The favourite that comes last: does a germyl group meet an alcohol oxygen?

The expectation

A fast method that finds the shapes of a molecule should also get their order roughly right. Errors of a kcal/mol or so may swap close neighbours, but the most stable conformer should stay near the bottom when a better energy is put on the same geometry. For this small germanium alcohol it does not.

PySCF 2.14.0 and tblite 0.8.0: conformers of C#CC1=C([C](=C)[GeH3])[C@H]1O, with PBE0-D3(BJ)/def2-SVP energies in acetone at GFN2-xTB geometries. Torsions are C8-C4-C5-Ge7 and C3-C8-O9-H9, atoms numbered in SMILES order and H by its carrier. Free energies and weights combine DFT energies with GFN2-xTB free-energy terms at 298.15 K.

```
number  torsions in degrees  GFN2-xTB energy above its lowest (kcal/mol)  DFT energy above the lowest (kcal/mol)  free energy above the lowest (kcal/mol)  weight (%)  dipole (D)
     1            (178,-34)                                        0.350                                   0.000                                    0.000       56.60       2.090
     2             (179,78)                                        1.130                                   0.560                                    0.400       29.00       0.870
     3             (-8,-30)                                        0.600                                   1.290                                    0.960       11.20       2.780
     4            (-18,-18)                                        0.550                                   1.980                                    1.710        3.20       2.450
     5             (-23,77)                                        0.000                                   5.490                                    5.790        0.00       1.490
```

GFN2-xTB places conformer 5 lowest of all. DFT, evaluated at the GFN2-xTB geometries, places it 5.49 kcal/mol above conformer 1, and its weight falls to nothing. Relative to conformer 1, the two methods disagree about it by 5.84 kcal/mol. No other conformer shows a disagreement even a third as large as that; conformer 4 comes closest, with 1.78 kcal/mol.

Two turns make the set

The molecule is a three-membered ring with one double bond. The ring carries an ethynyl group, a vinyl group with GeH₃ on it, and an OH group on its saturated carbon, the carbinol carbon. Two rotations sort the conformers, and the table lists their angles in this order. Conformers 3 and 4 differ by only 10 to 12° in each angle, so they are close variants of one arrangement.

The first angle turns the vinyl group. Near 180° the germyl group lies on the ethynyl side and the two double bonds are s-trans; this holds for conformers 1 and 2. Near zero the germyl group lies on the carbinol side and the double bonds are s-cis, with some twist, as in conformers 3, 4 and 5.

The second angle turns the OH group. In conformers 1, 3 and 4 its hydrogen lies over the ring, where it can touch the π electrons of the double bond. In conformers 2 and 5 the hydrogen points away, and the lone-pair side of the oxygen is turned towards the germylvinyl group. Conformer 5 alone has both features: germanium on the carbinol side, and an oxygen that shows it its lone pairs.

First explanation: acetone prefers the polar shapes

The tempting answer is the solvent. Acetone stabilises a large dipole more than a small one, and conformer 5 is less polar than conformers 1, 3 and 4. If the DFT energies felt this preference more strongly than the GFN2-xTB energies, conformer 5 would move up.

Conformer 2 puts this to the test, because it has the smallest dipole of the set, 0.87 D. It should be raised most on going from GFN2-xTB to DFT, yet relative to conformer 1 it is lowered by 0.22 kcal/mol. The size is wrong as well. A dipole in a spherical cavity of roughly 4 Å radius shifts the other conformers by only a few tenths of a kcal/mol relative to conformer 1, an order of magnitude below what has to be explained.

Second explanation: one of the turns is misjudged

GFN2-xTB might simply misjudge one structural feature. It could undervalue the contact between OH and the double bond, which conformer 5 has given up. It could also make the s-cis arrangement too cheap. Either error would show in the other conformers with the same feature.

The OH turn is seen alone between conformers 1 and 2. It costs 0.56 kcal/mol in DFT and 0.78 in GFN2-xTB, so the methods nearly agree. The vinyl turn is seen between conformers 1 and 3, where DFT asks 1.29 kcal/mol and GFN2-xTB only 0.25. This is a real difference and it has the right sign, but it covers only a small part of the disagreement.

Third explanation: the two turns do not add

What remains is the combination. Let E1, E2, E3 and E5 be the energies of the numbered conformers within one method. If the vinyl group and the OH group took no notice of each other, the cost of both turns would be the sum of the separate costs:

E5 − E1 = (E2 − E1) + (E3 − E1)

or, rearranged,

E5 = E2 + E3 − E1

Nothing is fitted here, and conformer 5 does not enter its own prediction. For DFT the estimate reads

E5 = 0.56 + 1.29 − 0.00 = 1.85 kcal/mol

and the calculated value is 5.49. The difference, 3.64 kcal/mol, is the coupling: the extra price of having both turns at once, including any strain in the geometry that GFN2-xTB chose. For GFN2-xTB the same steps give

E5 = 1.13 + 0.60 − 0.35 = 1.38 kcal/mol

while the calculated value is zero, so the coupling is −1.38 kcal/mol.

The failure of the additive rule is the useful result. Both methods find that the two groups notice each other, but one calls the combination costly and the other calls it favourable. The disagreement about conformer 5 can now be split into its sources:

5.84 = −0.22 (OH turn) + 1.04 (vinyl turn) + 5.02 (coupling)

Conformer 3 is not the only possible corner of this cycle. Conformer 4 has a vinyl twist closer to that of conformer 5, and with it the coupling part becomes 4.28 kcal/mol. The share of the vinyl turn grows, but the coupling still dominates. The output printed below gives both versions.

What happens when germanium meets oxygen

The numbers locate the disagreement; chemistry has to suggest its cause. Germanium in a GeH₃ group carries some positive charge. Opposite each of its bonds lies an empty antibonding orbital that can accept electron density. An oxygen lone pair pointing there is attracted by the charge and can donate a little into that orbital. This is the beginning of a fifth bond to germanium.

Against this attraction stands the repulsion between filled shells, which rises steeply as the atoms approach. The net energy is a small difference between two larger terms, and a modest error in either can change its sign. The separate turns mostly involve conjugation and a weak contact of OH with π electrons, without a lone pair pressed against a heavy atom. This could explain why GFN2-xTB errs less on each turn than on the pair.

On this reading GFN2-xTB makes the contact between germanium and oxygen too attractive. It might instead make the bending that brings the two atoms together too cheap, and the table cannot tell these errors apart. The thermal terms offer a weak hint that there is a contact at all. Conformer 5 is the only one whose free energy lies further above conformer 1 than its DFT energy does, by 5.79 − 5.49 = 0.30 kcal/mol. A contact that stiffens the molecule at the GFN2-xTB level would have this effect. The contact remains an inference from the torsions and from a single conformer. No distance between germanium and oxygen is listed, and the wide outer angles of a three-membered ring tend to hold the two apart, so a close contact would need the frame to bend.

Nor is a single rotation free of error here: for the vinyl turn alone the two methods differ by 1.04 kcal/mol with conformer 3 and by 1.78 kcal/mol with conformer 4.

What it does to the mixture

The choice of energy changes the picture of the whole sample. With DFT energies the s-trans conformers 1 and 2 make up 86 % of the mixture. With GFN2-xTB energies and the same thermal terms their share drops to 29 %, and conformer 5 alone takes 23 %. Anything averaged over the conformers would then describe a different set of shapes.

The DFT weights are firmer in outline than in detail. The split of 57 to 29 between conformers 1 and 2 rests on a free-energy gap of 0.40 kcal/mol, which is within the usual error of such a calculation. A hydrogen bond from OH to a real acetone molecule could shift it, and no such molecule is among the 17 atoms. The search may also lack one shape, since a force-field rotamer did not survive in GFN2-xTB.

The open question

Is the meeting of germanium and oxygen truly repulsive, or is conformer 5 only strained? If GFN2-xTB draws the two atoms too close together, DFT is asked to judge a squeezed structure and returns a high energy for that reason alone. Relaxing all the conformers with DFT would separate the two cases. If conformer 5 then dropped by several kcal/mol while the contact opened, the geometry was at fault; if it stayed high, the cost belongs to the shape itself, and a repulsion between the two groups would be one possible reading.

The stakes can be stated in advance. Conformer 5 would have to fall by about 3.4 kcal/mol relative to the others to reach a weight of even one per cent. Removing the whole DFT coupling would bring it only to about that level. To become an important part of the mixture, it would need a combination of turns that DFT, too, finds favourable.

Output of the analysis:

```
Per conformer (kcal/mol and %):
  row  DFT minus GFN2 against row 1  rough dipole solvation against row 1  thermal term  weight with GFN2 energies
    1                             0                                     0             0                      21.23
    2                         -0.22                                0.3843         -0.16                      7.457
    3                          1.04                               -0.3576         -0.33                       24.3
    4                          1.78                               -0.1739         -0.27                       23.9
    5                          5.84                                0.2286           0.3                       23.1
Steps from row 1 to each row (kcal/mol):
  row   DFT   GFN2
    1     0      0
    2  0.56   0.78
    3  1.29   0.25
    4  1.98    0.2
    5  5.49  -0.35
Sum of separate turns via row 3, DFT, kcal/mol: 1.85
Sum of separate turns via row 4, DFT, kcal/mol: 2.54
Sum of separate turns via row 3, GFN2, kcal/mol: 1.03
Sum of separate turns via row 4, GFN2, kcal/mol: 0.98
Coupling via row 3, DFT, kcal/mol: 3.64
Coupling via row 4, DFT, kcal/mol: 2.95
Coupling via row 3, GFN2, kcal/mol: -1.38
Coupling via row 4, GFN2, kcal/mol: -1.33
Method gap in coupling via row 3, kcal/mol: 5.02
Method gap in coupling via row 4, kcal/mol: 4.28
s-trans share with DFT energies, %: 85.6
s-trans share with GFN2 energies, %: 28.69
Fall of row 5 needed for a weight of 1 %, kcal/mol: 3.403
Weight of row 5 without the DFT coupling via row 3, %: 1.484
Weight of row 5 without the DFT coupling via row 4, %: 0.4678
```
